**Question**

An infrared detector of lead sulfide is to be modelled. The electronic gap fixes two things: the longest wavelength that the film can absorb, and the number of carriers that heat alone excites across the gap, which add to the dark current. A colleague has computed the gap of rock-salt PbS with seven density functionals, in one and the same cell and without spin-orbit coupling.

Plane-wave Kohn–Sham DFT with ABINIT 10.8.3 for rock-salt PbS, in the same two-atom cell in every row (cubic edge 5.9315 Å), without spin polarisation or spin-orbit coupling. The k mesh is 8 × 8 × 8, and the occupations follow a Fermi–Dirac distribution with a width of 0.05 eV. The rows are a selection: runs that failed or met a known fault of the program, and some with graver warnings, are left out, so the range of the gaps is that of these rows only.

| functional | potentials | wave cutoff | gap on mesh (eV) | direct gap on mesh (eV) |
| --- | --- | --- | --- | --- |
| LDA | HGH LDA | 761.919 eV | 0.229 | 0.229 |
| PBE | JTH-PAW-PBE-v2.0-sp | 544.228 eV | 0.387 | 0.387 |
| RPBE | JTH-PAW-PBE-v2.0-sp | 544.228 eV | 0.486 | 0.486 |
| BP86 | JTH-PAW-PBE-v2.0-sp | 544.228 eV | 0.402 | 0.402 |
| OLYP | JTH-PAW-PBE-v2.0-sp | 544.228 eV | 0.741 | 0.741 |
| PW91 | JTH-PAW-PBE-v2.0-sp | 544.228 eV | 0.390 | 0.390 |
| SOGGA | JTH-PAW-PBE-v2.0-sp | 544.228 eV | 0.229 | 0.229 |

The gap on mesh is the distance from the highest filled to the lowest empty level over all points of the mesh. The direct gap on mesh compares levels at the same point. The eigenvalues of the PBE and PW91 runs place the gap at L, the centre of a hexagonal face of the Brillouin zone, and the smearing entropies of the other runs are of the size expected for edges at L as well. The colleague proposes to adopt PBE, because its gap lies near the measured one, roughly 0.4 eV at room temperature.

(a) How accurate must the gap be for this purpose?

(b) Which steps between the functionals exceed that accuracy, and where do they come from?

(c) Estimate what spin-orbit coupling would do to the PBE gap. In PBE the lowest empty level at L is single, and the next level, a doublet, lies 1.58 eV above it. The spin-orbit constant of the Pb 6p shell is roughly 0.9 eV.

(d) The stress of the fixed cell corresponds to a pressure of 2.3 GPa in PBE and of −3.8 GPa in LDA, where a positive sign means that the cell would expand. What does this imply for the gap?

(e) Advise the colleague, with a rough view of the cost.

**Model answer**

**(a)** The absorption limit is $\lambda = hc/E_g$, with $E_g$ the gap, so a relative error of the gap passes straight into the wavelength. PBE puts the limit at 3.2 µm. If it is to be right within a tenth, the gap must be right within a tenth as well, which is about 0.04 eV.

The density of thermally excited carriers contains the factor $\exp(-E_g/2kT)$, and at 300 K the denominator $2kT$ is 0.052 eV. An error of a factor of two in this density therefore corresponds to $0.052 \times \ln 2 \approx 0.04$ eV. Both demands lead to the same yardstick. It is strict for a material whose whole gap is only some ten times larger.

**(b)** PBE, PW91 and BP86 lie within 0.015 eV of one another, well inside the yardstick. This closeness is no surprise, since PBE was built to give much the same energies as PW91, and the gradient correction of BP86 is of similar strength for ordinary density gradients. For this gap the choice among the three is a matter of convenience. Their order shouldn't be interpreted, because no convergence test shows that differences of this size are real.

The other steps are larger. SOGGA lies 0.16 eV below PBE, RPBE 0.10 eV above it and OLYP 0.35 eV above it. LDA also lies 0.16 eV below PBE, but its row changes the potentials and the wave cutoff as well. In terms of the detector, the absorption limit runs from 5.4 µm with SOGGA to 1.7 µm with OLYP. The gap factor of the carrier density falls to a seventh of its PBE value with RPBE, and to about a thousandth with OLYP.

The cell is the same in every row, so the steps do not come from different bond lengths. A gradient-corrected functional multiplies the local exchange energy by a factor that grows where the density changes rapidly. RPBE keeps the correlation part of PBE and lets this factor rise faster, so the step from PBE to RPBE is an effect of exchange alone. SOGGA has a weaker factor and a smaller gap, but it also changes the gradient term of correlation. At moderate gradients the factor of BP86 lies between those of PBE and RPBE and nearer to that of PBE, though at small gradients it is slightly above both. A gap close to that of PBE is therefore no exception to the trend. It doesn't prove the trend either, because BP86 changes the correlation part as well; only the step to RPBE isolates exchange.

Such a change of potential can move the gap because the two band edges live in different places. The upper valence edge at L is mainly sulfur 3p with an admixture of lead 6s, while the lower conduction edge is mainly lead 6p. A correction that depends on the local gradient acts on them unequally. This argument explains why the gap responds, but it predicts neither the sign nor the size of the response; those come from the table.

OLYP departs from PBE in both exchange and correlation, and neither part reproduces the uniform electron gas exactly. That makes a large step plausible. No row joins one part of OLYP to the other part of PBE, so the step can't be divided between exchange and correlation. All the gradient-corrected rows also use potentials made for PBE, so among them only the PBE row treats core and valence electrons consistently. In every row lead has only four valence electrons, with its 5d shell left in the core, and no run tests what that does to the gap.

**(c)** In an isolated atom the three 6p orbitals of lead are degenerate. At L the crystal singles out one axis, and they split into one orbital along the axis and two across it. By the standard assignment of the PbS bands, which the runs do not print, these are the single level at the conduction edge and the doublet above it.

Spin-orbit coupling, $\zeta\,\mathbf{l}\cdot\mathbf{s}$, turns the orbital and the spin together. Here $\zeta$ is the spin-orbit constant, and $\mathbf{l}$ and $\mathbf{s}$ are the orbital and spin angular momenta. The coupling connects the orbital along the axis, with spin up, to a combination of the two orbitals across it, with spin down. With $D$ for the distance of the doublet, the two states form the matrix

$$
\begin{pmatrix} 0 & \zeta/\sqrt{2} \\ \zeta/\sqrt{2} & D-\zeta/2 \end{pmatrix}.
$$

Its lower root lies below zero by

$$
\Delta = \sqrt{m^2+\zeta^2/2}-m, \qquad m = D/2-\zeta/4 .
$$

Inserting $D = 1.58$ eV and $\zeta = 0.9$ eV gives $m \approx 0.57$ eV and $\Delta \approx 0.3$ eV. The conduction edge is pushed down by the levels above it, and the gap shrinks by about as much. This is several times the yardstick of part (a), and it would take away most of the PBE gap.

Only the order of magnitude deserves trust. The estimate treats the levels as pure lead 6p, which by itself tends to exaggerate the effect. It also takes the spin-orbit constant from the neutral free atom, whereas that of ionised lead is larger, so the sign of its total error is not known. The shift of the valence edge, which it ignores, is expected to be small, since the constant of sulfur is small and the doublet under that edge lies far below it. No row includes spin-orbit coupling, so the table offers no test of the number. That the coupling narrows the gap of PbS by tenths of an electronvolt is, however, well established.

**(d)** In PBE the cell would expand, and in LDA it would contract. In most semiconductors of the silicon type compression widens the direct gap, but in the lead salts it narrows it. The valence edge at L is an antibonding combination of sulfur 3p and lead 6s, and shorter bonds push it up towards the conduction edge.

The gap of PbS changes by roughly 0.1 eV per GPa, a recalled value. Pressures of a few GPa therefore stand for shifts of some tenths of an electronvolt, upward for PBE and downward for LDA. In LDA the shift would exceed the gap itself, so the band edges might meet or cross, although the size of that pressure depends on the potentials of the row as well as on the functional. The choice of cell thus matters as much as a change of functional. If each functional were given its own relaxed cell, the spread of the gaps should widen.

**(e)** The colleague should first include spin-orbit coupling, then settle the cell, and only then compare functionals. For a known crystal such as PbS the measured cell at the working temperature is the sounder choice, because it keeps the error in bond length out of the gap. The edge used here is already close to the measured one at room temperature (a recalled value), so for that temperature it should be kept rather than relaxed. It doesn't bring in the vibrations of the atoms, which are expected to widen the gap of PbS further on heating. PBE is a reasonable starting point, since its potentials match it. The agreement of its present gap with experiment is not a reason to choose it. Gradient-corrected functionals usually give gaps that are too small, so the result is likely to miss the yardstick even after these steps. The next level would then be a hybrid functional or a GW calculation, again with spin-orbit coupling and at a far higher cost.

Changing one gradient-corrected functional for another costs almost nothing at equal settings. Spin-orbit coupling makes each orbital twice as long, as it now has two spin components, and doubles the number of orbitals. The work grows by a factor of about four to eight, depending on which step dominates. For a cell of two atoms that is a small price for removing an error of this size.

**Remarks on the reasoning**

*Why the agreement of PBE is misleading.* Semilocal functionals usually give gaps that are too small, and leaving out spin-orbit coupling makes the gap of PbS too large. In the PBE row the two errors oppose each other. With the estimate of part (c), only about 0.1 eV would remain, well short of the measured gap. The lowering grows roughly as the square of the spin-orbit constant, so a somewhat larger constant would close the PBE gap altogether. Not all of that shortfall would belong to the functional: the runs hold the atoms still, and the measured gap of PbS shrinks on cooling, to roughly 0.3 eV near absolute zero (a recalled value). A relaxed PBE cell would open the gap again and could restore the agreement, this time through an error in the bond length.

*Why a ranking against experiment is premature.* A correction of some 0.3 eV is larger than most steps between the functionals, so it can change which row looks best. If the lowering were similar in every row, OLYP, now far too high, would come much closer to experiment, and PBE would move away from it. This doesn't recommend OLYP, because a large gap that survives a large correction need not be large for the right reason. It shows that the missing term has to be calculated before the rows are judged.

*A trap in the first and last rows.* LDA and SOGGA give the same gap, 0.229 eV, and a candidate may conclude that the gradient correction of SOGGA has no effect. The LDA row also uses different potentials and a higher wave cutoff, so several changes may have cancelled. The higher cutoff means about 1.7 times as many plane waves, a cost that belongs to the chosen potentials and not to LDA itself.

*Checking the estimate.* A good answer tests the formula in its limits. If the crystal splitting $D$ vanishes, the lowering becomes $\zeta$, as it must for the lower spin-orbit level of a free p shell. If $D$ is much larger than $\zeta$, the lowering tends to $\zeta^2/2D$. The effect then depends on the square of the spin-orbit constant, which is why it weakens quickly when the metal is a lighter element of the same group.

*What remains open.* The gaps of LDA and SOGGA are smaller than the estimated lowering. With spin-orbit coupling their band edges might touch, or cross and open a new gap with the lead 6p state below. The size of a gap alone doesn't reveal such a crossing, so a new calculation should also report the orbital character of both edges at L. The estimate is too rough to exclude the same for PBE, PW91 and BP86. Which functionals keep the edges of PbS in their proper order in this cell is the question that the table leaves unanswered.
